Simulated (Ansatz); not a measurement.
## Abstraction of H: GeH(OH)3 + C2H6InO → Ge(OH)3 + C2H7InO

Gas-phase species: GeH(OH)3, singlet; C2H6InO `C[CH2][In][OH]`, doublet; Ge(OH)3, doublet; C2H7InO `C[CH2][InH][OH]`, singlet. A radical takes H: the energy is the difference in strength between the Ge–H bond broken and the In–H bond made.

Shapes, held fixed at every level: PBE0-D4/def2-TZVP. Flexible molecules stand in one conformer, not always the lowest. Programs: Ansatz 0.2.0. The zero-point and thermal change to 298 K, harmonic and unscaled (PBE0-D4/def2-TZVP), is -4.4 kJ/mol.

| level | kind | ΔH(298 K) (kJ/mol) | less CCSD(T)/def2-TZVPP |
| --- | --- | --- | --- |
| MP2/def2-SVP | perturbation theory | +83.9 | +4.2 |
| HF/def2-SVP | Hartree–Fock | +92.9 | +13.2 |
| SPW92/def2-TZVPP | LDA | +69.1 | -10.6 |
| r2SCAN-D4/def2-TZVPP | meta-GGA | +73.8 | -5.9 |
| B3LYP-D4/def2-TZVPP | global hybrid | +78.3 | -1.4 |
| r2SCAN0-D4/def2-TZVPP | global hybrid | +77.5 | -2.2 |
| CCSD/def2-TZVPP | coupled cluster or CI | +81.3 | +1.6 |
| CCSD(T)/def2-TZVPP | coupled cluster or CI | +79.7 | 0.0 |

The highest level, CCSD(T)/def2-TZVPP, gives ΔH(298 K) = +79.7 kJ/mol; the levels span +69.1 to +92.9. The column of differences is taken from that level and isn't an error. No measured value is set beside it here. Spin contamination: C2H6InO (⟨S²⟩ up to 0.79). Open shells run unrestricted. For atoms past krypton def2 sets carry core potentials with scalar relativity. Relativity is left out for Ge. Outer-core shells of Ge, In are correlated, in sets that cover them unevenly.

Hydrogen transfer from germanium to indium is clearly uphill: every level makes the Ge–H bond the stronger one, by +79.7 kJ/mol at CCSD(T). The main reason is probably the weak In–H bond. Indium's 5s and 5p orbitals are diffuse and differ in radial extent, so they hybridise poorly and overlap less well with hydrogen 1s than the more compact germanium valence orbitals do. Making the bond also takes indium from the formal +II to the +III state, drawing on a 5s electron that heavy group 13 elements give up reluctantly. The negative zero-point and thermal change fits this picture, as a stiff Ge–H stretch gives way to a softer In–H one.

In the same basis, MP2 lies below Hartree–Fock, which suggests that correlation favours the products, though not nearly enough to reverse the preference. Thermodynamically, then, the germanium radical should take hydrogen from the indium hydride, not the reverse. How fast it would do so depends on a barrier that these reaction enthalpies don't give.
